# How dense a k-mesh does layered boron nitride need?

How many cells away does an electron in boron nitride still notice what happens to the crystal? The answer decides how many k-points a calculation needs, because a coarse mesh treats the crystal as if it closed on itself after a few cells. In an insulator the influence dies off so quickly with distance that the resulting error can be estimated by mental arithmetic.

Quantum ESPRESSO 7.5 calculations with PBE, no dispersion correction and PseudoDojo 0.4 SR PBE stringent pseudopotentials for BN (P6_3/mmc, 4 atoms) in a fixed cell. The plane-wave cutoff is 1142.88 eV and the Gaussian smearing 0.05 eV. The sweep value is the k-mesh; free energies and forces are compared with the 17,17,6 mesh, forces by their largest component difference.

```csv
sweep value,energy less tightest (meV/atom),pressure (GPa),gap (eV),force miss (eV/Å)
"2,2,1",772.2,13.937,4.441,0.000
"4,4,1",33.5,5.503,4.729,0.000
"5,5,2",3.6,4.767,4.710,0.000
"7,7,2",0.3,4.735,4.525,0.000
"9,9,3",0.0,4.723,4.458,0.000
"11,11,4",0.0,4.724,4.371,0.000
"12,12,4",0.0,4.723,4.320,0.000
"14,14,5",0.0,4.724,4.293,0.000
"17,17,6",0.0,4.724,4.330,0.000
```

## What happens

The first column gives the mesh: two equal numbers of divisions within the BN layers, then the number along the direction through them. The column "energy less tightest" is the error relative to the densest mesh. It starts at 772 meV/atom for 2,2,1 and is down to 0.3 meV/atom at 7,7,2. The unrounded energies of the same runs leave about 0.006 meV/atom at 9,9,3, and beyond that no difference can be resolved.

That is a fall by five powers of ten while the number of in-plane divisions goes from 2 to 9. Doubling a coarse mesh therefore does far more than halve the error. The useful question is by what factor the error shrinks when one more division is added.

## Why it happens

Taking $N$ k-points along one direction is the same as bending a row of $N$ unit cells into a ring. An electron that leaves the last cell re-enters the first. The real crystal has no such closure, so the energy is wrong to the extent that an electron can feel its way around the ring.

In an insulator this is hard. The filled bands can be described by orbitals that sit on a few atoms and have tails that decay exponentially. Closing the ring matters only through the part of a tail that reaches a copy of its own orbital $N$ cells away. Each added cell moves that copy one lattice spacing further off, here 2.5 Å, and so weakens its effect by roughly the same factor each time.

The same argument can be put in terms of waves. Let $f(k)$ be the contribution to the energy from the wave vector $k$, and let $a$ be the lattice spacing. Because $f$ repeats itself in $k$, it is a sum of waves,

$$f(k)=\sum_m f_m\,e^{ikma},$$

where $f_m$ measures the influence between places $m$ cells apart. The exact energy is the average over all $k$, which is $f_0$ alone. An average over $N$ equally spaced points removes most of the other waves, but it cannot tell the waves with $m=N, 2N,\dots$ from a constant. The largest of these is usually the first, so the error is about as large as $f_N$.

If $f_N$ decays exponentially, the error $\delta E$ follows

$$\delta E(N)\approx C\,q^{-N},$$

where $q$ is the factor gained per division and $C$ sets the scale. Theory supplies this form; the two constants have to come from the table.

## The rule and two worked rows

A straight line was fitted by least squares to the logarithm of the error against $N$, using the four coarsest meshes. It gives a factor of 4.9 per division and an error of 1 meV/atom near $N=6$. Rounded to numbers that are easy to remember, this becomes

$$\delta E \approx 5^{\,6-N}\ \text{meV/atom}.$$

In words: six in-plane divisions leave about 1 meV/atom, and each division more or less changes that by a factor of five.

Take the mesh 4,4,1. It has two divisions fewer than six, so the error is estimated as $5\times5=25$ meV/atom. The calculation gives 33.5, so the estimate is a quarter too low. For 7,7,2, one division beyond six, the estimate is $1/5=0.2$ meV/atom against a computed 0.3. Both rows were part of the fit, so they illustrate the rule rather than test it.

The rule also works backwards. To stay within 10 meV/atom, four divisions are too few, because they leave about 25, while five leave about 5. The table agrees: 5,5,2 is the cheapest listed mesh that meets this bound.

## How good it is

From 2,2,1 to 9,9,3 the rounded rule is wrong by a factor of about 1.6 at most. That would be poor for a bond energy, but it is good enough for choosing a mesh, where one division is worth a factor of five. The mesh 9,9,3 was left out of the fit, and the rule gives 0.008 meV/atom there against the computed 0.006. This is only a mild test, since the constants were rounded with the whole table in view.

The same row helps to decide between an exponential and a power law, in which the error would fall as a fixed power of $N$. When each is drawn through the errors at 2,2,1 and 7,7,2, the exponential predicts 0.014 meV/atom at 9,9,3 and the power law 0.07. The first is too high by a factor of about two, the second by more than ten. One row is modest evidence, but it points the way the theory does.

The fall is less even than the rule suggests. From 4,4,1 to 5,5,2 and from 7,7,2 to 9,9,3 the error falls by a factor of seven to nine per in-plane division, and both steps also add a division through the layers. The two steps that leave that number alone, from 2,2,1 to 4,4,1 and from 5,5,2 to 7,7,2, gain only a factor of three to five. Sampling through the layers thus seems to matter as well, but no run changes it by itself, so the factor of five belongs to the two directions together. The rule should accordingly be used as the table uses it, with about one division through the layers for every three within them.

## From energy to pressure

Pressure tells how fast the energy falls as the volume grows, so an energy error that depends on the volume brings an error in the pressure. If the energy error shrinks by about the same fraction as the volume grows, the pressure error is roughly the energy error divided by the volume. For this crystal, 1 meV/atom then corresponds to about 0.02 GPa. Applied to the computed energy errors of the four coarsest meshes, this holds within a factor of two; starting from the rule's estimates instead, the misfit can reach a factor of three.

What the mesh cannot remove is the 4.72 GPa that remains in the densest rows. It belongs to the chosen cell, which is not the one that this functional would have at zero pressure. PBE without a dispersion correction lacks most of the attraction between the layers, so at zero pressure it would be expected to hold them too far apart.

## Where the rule stops

The gap does not follow the rule. Between 9,9,3 and 14,14,5 the energy no longer changes noticeably, yet the gap falls by 0.17 eV, and at 17,17,6 it rises again by 0.04 eV. The energy is an average over all k-points, in which the waves of $f(k)$ cancel almost completely. The gap depends on just two places, the top of the filled bands and the bottom of the empty ones, and a mesh may hit or miss either of them.

A denser mesh is therefore not always better for the gap. With the density converged, sampling can only make the gap too large, so the lowest value is the closest: the gap of this cell at this level of theory is at most about 4.29 eV. The true gap of the material is larger, because functionals of this kind underestimate gaps, and no mesh repairs that.

The exponential also depends on the material being an insulator. In a metal some bands are filled only up to the Fermi level, so the contribution to the energy changes abruptly with $k$. Such an edge needs many waves to describe it, and the error then falls much more slowly. The constants 5 and 6 should not be carried over to a metal. Another insulator can follow the same form, but its constants depend on its own lattice spacing and on how fast its orbitals decay, so they have to be fitted anew.

## What to do

1. Choose the largest energy error you can accept, find $N$ from the rule, and add one division. Even if that division gains only a factor of three, it covers the rule's misfit on every row where the error could be resolved.
2. If the cell is enlarged by repeating it within the layers, count the length rather than the divisions. A cell twice as long in both in-plane directions needs half as many divisions along each, because the ring then closes after the same distance.
3. Do not take the zeros under "force miss" as a sign of convergence. Symmetry makes the forces vanish in this crystal on even the coarsest mesh.
4. For the gap, converge the density first, then search for the band edges along a band path or on a much finer mesh.
